\section*{Appendix: Dipole moment of LiH in an all-valence NDO model}

\subsection*{Problem}

Lithium lies at the origin and hydrogen at $z=R$, with $R=3.015\,a_0$ ($1.595$~\AA), an approximate equilibrium distance taken as input. The valence basis consists of real normalised Slater orbitals: Li $2s$ and $2p$ with the common exponent $\zeta_{\rm Li}=0.65\,a_0^{-1}$, and H $1s$ with $\zeta_{\rm H}=1.2\,a_0^{-1}$, the typical CNDO/2 values. The positive lobe of $2p_z$ points towards H. The Li $1s^2$ shell is frozen, spherical and merged with the nucleus, so the core charges are $Z_{\rm Li}=Z_{\rm H}=1$. The two valence electrons occupy the model orbital
\begin{equation}
\psi = 0.48\,\chi_{s}+0.36\,\chi_{p}+0.80\,\chi_{\rm H},
\label{mo}
\end{equation}
where $s$, $p$, H denote Li $2s$, Li $2p_z$, H $1s$. The coefficients are assumed data, normalised under zero differential overlap (ZDO), $\sum_\mu c_\mu^2=1$. The dipole vector points from negative to positive charge, $1\,ea_0=2.5417$~D, and unrounded values are carried between steps.

\begin{enumerate}
\item[(a)] Derive the ZDO dipole formula with one-centre dipoles kept, including the $p$--$d$ terms.
\item[(b)] Evaluate the charge and hybridisation terms for LiH.
\item[(c)] Examine the dependence on the origin for LiH and for LiH$^+$ formed by removing one electron from $\psi$ without relaxation.
\item[(d)] Estimate the effect of the ZDO approximation on the dipole by reading the coefficients as those of symmetrically orthogonalised orbitals.
\end{enumerate}

\subsection*{Solution}

\paragraph{(a) The formula.} For a closed shell with density matrix $P_{\mu\nu}=2\sum_i^{\rm occ}c_{\mu i}c_{\nu i}$,
\begin{equation}
\boldsymbol\mu = e\sum_A Z_A\mathbf R_A - e\sum_{\mu\nu}P_{\mu\nu}\langle\mu|\mathbf r|\nu\rangle .
\label{exact}
\end{equation}
ZDO discards products $\chi_\mu\chi_\nu$ of orbitals on different atoms, both in the overlap and in the dipole integrals. For two orbitals on the same atom $A$ write $\mathbf r=\mathbf R_A+\mathbf r_A$. The $s$, $p$, $d$ functions of one shell are orthonormal, so
\begin{equation}
\langle\mu|\mathbf r|\nu\rangle=\mathbf R_A\,\delta_{\mu\nu}+\langle\mu|\mathbf r_A|\nu\rangle .
\end{equation}
The first part gives the population $P_{AA}=\sum_{\mu\in A}P_{\mu\mu}$ placed at $\mathbf R_A$. The second vanishes unless the angular momenta differ by one, which leaves $s$--$p$ and $p$--$d$ pairs. CNDO drops such one-centre products from its two-electron integrals, but they are restored in the dipole operator, and part (b) shows how large they can be.

With the radial function $N r^{n-1}e^{-\zeta r}$, $N^2=(2\zeta)^{2n+1}/(2n)!$, and equal $n$ and $\zeta$ for both orbitals,
\begin{equation}
N^2\!\int_0^\infty\! r^{2n+1}e^{-2\zeta r}\,dr=\frac{(2\zeta)^{2n+1}}{(2n)!}\,\frac{(2n+1)!}{(2\zeta)^{2n+2}}=\frac{2n+1}{2\zeta}.
\label{rad}
\end{equation}
For unequal exponents the same integral gives $(2n+1)(4\zeta_s\zeta_p)^{n+1/2}/(\zeta_s+\zeta_p)^{2n+2}$. The angular factor is
\begin{equation}
\int \frac{1}{\sqrt{4\pi}}\,\cos\theta\,\sqrt{\frac{3}{4\pi}}\cos\theta\,d\Omega=\frac{1}{\sqrt3}.
\end{equation}
Each pair occurs twice in Eq.~(\ref{exact}), as $P_{sp}$ and $P_{ps}$. For the Cartesian component $k$,
\begin{equation}
\mu_k = e\sum_A (Z_A-P_{AA})R_{A,k}-2e\sum_A P_{s_A p_{k,A}}D_A,\qquad D_A=\frac{2n_A+1}{2\sqrt3\,\zeta_A}.
\label{zdo}
\end{equation}
For $n=2$ (Li to F) one has $2D=5/(\sqrt3\,\zeta)=2.8868/\zeta$, and the hybridisation term is $-7.337\,P_{2s,2p_k}/\zeta$ debye when $\zeta$ is given in $a_0^{-1}$.

If the basis has $d$ functions, take them proportional to $xy$, $xz$, $yz$, $x^2-y^2$, $3z^2-r^2$ with positive normalisation, and let $\rho_{pd}$ be the radial integral, equal to $7/(2\zeta)$ for $3p$ and $3d$ with one exponent by Eq.~(\ref{rad}). The angular averages $\overline{z^2}=1/3$, $\overline{z^4}=1/5$, $\overline{x^2z^2}=1/15$ over the unit sphere give, per atom,
\begin{align}
\mu_z^{pd}&=-2e\rho_{pd}\Big[\tfrac{2}{\sqrt{15}}P_{z,z^2}+\tfrac{1}{\sqrt5}\big(P_{x,xz}+P_{y,yz}\big)\Big],\\
\mu_x^{pd}&=-2e\rho_{pd}\Big[-\tfrac{1}{\sqrt{15}}P_{x,z^2}+\tfrac{1}{\sqrt5}\big(P_{x,x^2-y^2}+P_{y,xy}+P_{z,xz}\big)\Big],
\end{align}
where the first index labels the $p$ and the second the $d$ orbital. The $y$ component follows from the $x$ component by exchanging $x$ and $y$, which reverses the sign of $d_{x^2-y^2}$. Three magnitudes thus occur: $1/\sqrt5$, $2/\sqrt{15}$ and $1/\sqrt{15}$. The present basis has no $d$ functions, and these terms are absent for LiH.

\paragraph{(b) Numbers for LiH.} From Eq.~(\ref{mo}), $P_{\mu\nu}=2c_\mu c_\nu$:
\begin{equation}
P_{ss}=0.4608,\quad P_{pp}=0.2592,\quad P_{\rm HH}=1.28,\quad P_{sp}=0.3456 .
\end{equation}
The Li population is $0.72$, so the net charges $Q_A=e(Z_A-P_{AA})$ are $+0.28\,e$ on Li and $-0.28\,e$ on H. Only H is away from the origin:
\begin{equation}
\mu_Q=-0.28\,e\times3.015\,a_0=-0.8442\,ea_0=-2.146\ \text{D}.
\end{equation}
Hydrogen has no $p$ function, so the hybridisation term comes from Li alone:
\begin{align}
D_{\rm Li}&=\frac{5}{2\sqrt3\times0.65\,a_0^{-1}}=2.2206\,a_0,\\
\mu_{\rm hyb}&=-2e\times0.3456\times2.2206\,a_0=-1.5349\,ea_0=-3.901\ \text{D}.
\end{align}
The $x$ and $y$ components vanish because the $2p_x$ and $2p_y$ orbitals are empty. The total is
\begin{equation}
\mu_z=\mu_Q+\mu_{\rm hyb}=-2.379\,ea_0=-6.047\ \text{D},
\label{total}
\end{equation}
directed from H to Li, the polarity Li$^{+}$H$^{-}$. Hybridisation supplies 65\% of it.

The term has a simple geometric reading. The Li part of $\psi$ is $0.6\,(0.8\,\chi_s+0.6\,\chi_p)$, a normalised hybrid holding $0.72$ electron, whose centroid lies at
\begin{equation}
\langle z\rangle_{\rm hyb}=2\times0.8\times0.6\times D_{\rm Li}=2.132\,a_0 ,
\end{equation}
which is 71\% of the way to H. Multiplication by $-0.72\,e$ returns $\mu_{\rm hyb}$. The charge term counts these electrons as if they were centred on the Li nucleus, and the hybridisation term moves them to their centroid. The correction is large because $D\propto1/\zeta$ and the Li exponent is small. For one doubly occupied orbital $P_{sp}^2=P_{ss}P_{pp}$, so at fixed Li population $|P_{sp}|\le 0.36$ and $|\mu_{\rm hyb}|\le4.06$~D. The given orbital is close to this bound.

\paragraph{(c) Origin.} Moving the origin to $\mathbf a$ replaces $\mathbf R_A$ by $\mathbf R_A-\mathbf a$ and leaves $D_A$ and $P$ unchanged:
\begin{equation}
\boldsymbol\mu'=\boldsymbol\mu-Q\,\mathbf a,\qquad Q=\sum_A Q_A .
\end{equation}
The dipole is therefore origin independent only for $Q=0$. The two ZDO neglects belong together here: a shift changes $\langle\mu|\mathbf r|\nu\rangle$ by $-\mathbf a S_{\mu\nu}$, so two-centre dipole integrals can vanish for every origin only if the overlap is also set to zero. For LiH with the origin on H, the charge term is $+0.28\,e\times(-3.015\,a_0)$, the same value as before.

For LiH$^+$ every $P_{\mu\nu}$ is halved. The charges are $+0.64\,e$ on Li and $+0.36\,e$ on H, and $\mu_{\rm hyb}=-0.7674\,ea_0$. Then
\begin{align}
\text{origin on Li:}\quad&\mu_z=(1.0854-0.7674)\,ea_0=+0.318\,ea_0=+0.808\ \text{D},\\
\text{origin on H:}\quad&\mu_z=(-1.9296-0.7674)\,ea_0=-2.697\,ea_0=-6.855\ \text{D}.
\end{align}
The difference is $eR=7.663$~D, and even the sign depends on the origin, which must be quoted with the value.

\paragraph{(d) Size of the ZDO neglect.} The diffuse Li functions overlap strongly with H $1s$. In spheroidal coordinates $\xi=(r_{\rm Li}+r_{\rm H})/R$, $\eta=(r_{\rm Li}-r_{\rm H})/R$, with $z=R(1+\xi\eta)/2$ and volume element $(R/2)^3(\xi^2-\eta^2)\,d\xi\,d\eta\,d\phi$, the integrals over the Slater orbitals are elementary:
\begin{align}
S_{s\rm H}&=0.3943, & S_{p\rm H}&=0.5065,\\
z_{s\rm H}&=0.9831\,a_0, & z_{p\rm H}&=1.5023\,a_0,
\end{align}
with $z$ counted from Li. If the ZDO basis is identified with the L\"owdin basis $\boldsymbol\chi\,\mathbf S^{-1/2}$, the coefficients over the true Slater orbitals are $\mathbf c'=\mathbf S^{-1/2}\mathbf c$. Only the combination $h=(S_{s\rm H}\chi_s+S_{p\rm H}\chi_p)/\sigma$ overlaps with H, where $\sigma=(S_{s\rm H}^2+S_{p\rm H}^2)^{1/2}=0.642$. The Li combination orthogonal to $h$ is unchanged, and in the block $(h,{\rm H})$ the eigenvalues $1\pm\sigma$ of $\mathbf S$ give $\mathbf S^{-1/2}$ the diagonal and off-diagonal elements
\begin{equation}
\tfrac12\big[(1+\sigma)^{-1/2}\pm(1-\sigma)^{-1/2}\big]=1.226,\ -0.445 .
\end{equation}
The result is $c'_s=0.341$, $c'_p=0.182$, $c'_{\rm H}=0.723$. Equation~(\ref{exact}) with all integrals kept reads
\begin{align}
\mu_z'&=-4e\,c'_sc'_pD_{\rm Li}+eR\,(1-2c'^{\,2}_{\rm H})-4e\,c'_{\rm H}\,(c'_sz_{s\rm H}+c'_pz_{p\rm H})\nonumber\\
&=(-0.55-0.14-1.76)\,ea_0=-2.45\,ea_0=-6.2\ \text{D}.
\end{align}
The two-centre term, $-4.5$~D with the origin on Li, is larger than the hybridisation term of part (b), while the one-centre $s$--$p$ term, which does not depend on the origin, shrinks from $-3.9$~D to $-1.4$~D. The term $eR\,(1-2c_{\rm H}^2)$, which is the charge term in part (b), goes from $-2.1$~D to $-0.3$~D because the H coefficient falls from $0.80$ to $0.723$. These three changes largely cancel: in the order named, the total differs from Eq.~(\ref{total}) by $(-1.76+0.98+0.71)\,ea_0=-0.07\,ea_0$, or $-0.18$~D, about 3\%.

For the given orbital the ZDO formula thus yields $\mu_z\approx-6.0$~D, of which $-2.1$~D is charge term and $-3.9$~D hybridisation term. In this example the total is stable to about $0.2$~D against the reading of the basis. The partition into the two terms is defined only within the orthogonal ZDO basis.